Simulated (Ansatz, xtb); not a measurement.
**Two isomers of CH6SeSi**

Structure I is `C[SiH2][SeH]`, a singlet and structure II is `C[Se][SiH3]`, a singlet. Both are isolated molecules in the gas phase, relaxed with PBE-D3(BJ)/def2-SVP; the shapes shown needn't be the lowest conformers.

I (Å):

```xyz
9

C     1.1258    0.2488    1.6093
Se    0.7912    0.0468   -1.7371
Si    0.1552   -0.7472    0.3361
H     0.8640   -0.0868    2.6334
H     0.8916    1.3289    1.5275
H     2.2166    0.1136    1.4682
H     0.4654   -2.2163    0.4544
H    -1.3275   -0.5712    0.5339
H    -0.1077   -0.8919   -2.4563
```

II (Å):

```xyz
9

C     0.9300    0.6413    1.7534
Se    0.1518    0.9972   -0.0300
Si    0.2120   -1.1685   -0.7721
H     0.2847   -0.0474    2.3298
H     1.9506    0.2261    1.6578
H     0.9788    1.6171    2.2712
H     1.6195   -1.7060   -0.8030
H    -0.6116   -2.0777    0.1030
H    -0.3559   -1.1480   -2.1627
```

Energies in hartree; the thermal terms are from PBE-D3(BJ)/def2-SVP harmonic frequencies (ideal gas, rigid rotor, one conformer each, 298.15 K, 1 atm) and include the zero-point energy:

|  | I | II |
| --- | --- | --- |
| E, CCSD(T)/def2-TZVP | −2730.826654 | −2730.808849 |
| zero-point energy | 0.060000 | 0.060715 |
| H(298 K) − E | 0.067064 | 0.067714 |
| G(298 K) − E | 0.029795 | 0.030386 |

Question: Work out ΔE, ΔE₀, ΔH and ΔG for I → II in kcal/mol (1 Eh = 627.51 kcal/mol) and the equilibrium ratio [II]/[I].

Answer: 1. ΔE = −2730.808849 − (−2730.826654) = +0.017805 Eh = +11.17 kcal/mol.
2. ΔE₀ = ΔE + ΔZPE = +0.017805 + (+0.000715) Eh = +11.62 kcal/mol.
3. ΔH = ΔE + (+0.000650) Eh = +11.58 kcal/mol.
4. ΔG = ΔE + (+0.000591) Eh = +11.54 kcal/mol, so ΔS = (ΔH − ΔG)/T = +0.5 J/(mol K).
5. kT = 0.9442 mEh, so K = [II]/[I] = exp(−ΔG/kT) = exp(−19.48) ≈ 3.5 × 10^−9.

Structure I is favoured at this temperature. An error of 1 kcal/mol in ΔG would change K by a factor of 5.4. GFN2-xTB gave ΔE the other sign. Mirror images and further conformers aren't counted.

As drawn, II has 1 C–Se, 1 Si–H in place of 1 C–Si, 1 Se–H.

Other levels gave ΔE = −1.0 (GFN2-xTB); +7.6 (HF/STO-3G, GFN2-xTB geometries); +12.6 (r2SCAN-D4/def2-SVP, GFN2-xTB geometries); +11.7 (PBE-D3(BJ)/def2-SVP); +12.0 (HF/def2-TZVP); +11.3 (MP2/def2-TZVP) kcal/mol. The correlated steps freeze 15 core orbitals; the filled d shell of Se is correlated, in a basis made for valence electrons. Programs: Ansatz 0.2.0, xtb 6.7.1.

The methylsilaneselenol I lies well below the selenoether II, and the preference is almost entirely electronic: zero-point and thermal terms shift the +11.17 kcal/mol gap only slightly, as expected for isomers with the same number of molecules on each side. The Si–Se link is common to both, so the difference comes mainly from exchanging C–Si and Se–H bonds for C–Se and Si–H bonds. Carbon and selenium have nearly equal electronegativities, so the C–Se bond gains little ionic stabilisation, whereas electropositive silicon forms a strong, polar bond to carbon. This probably outweighs the gain from the additional Si–H bond.

Hartree–Fock in the larger basis already gives +12.0 kcal/mol, which suggests that correlation energy largely cancels between two closed-shell isomers with equal numbers of single bonds. The reversed GFN2-xTB ordering probably reflects an imbalance in its parametrised description of these bonds. The tiny equilibrium ratio doesn't imply that II would rearrange readily, since methyl and hydrogen must exchange places and no barrier was computed.
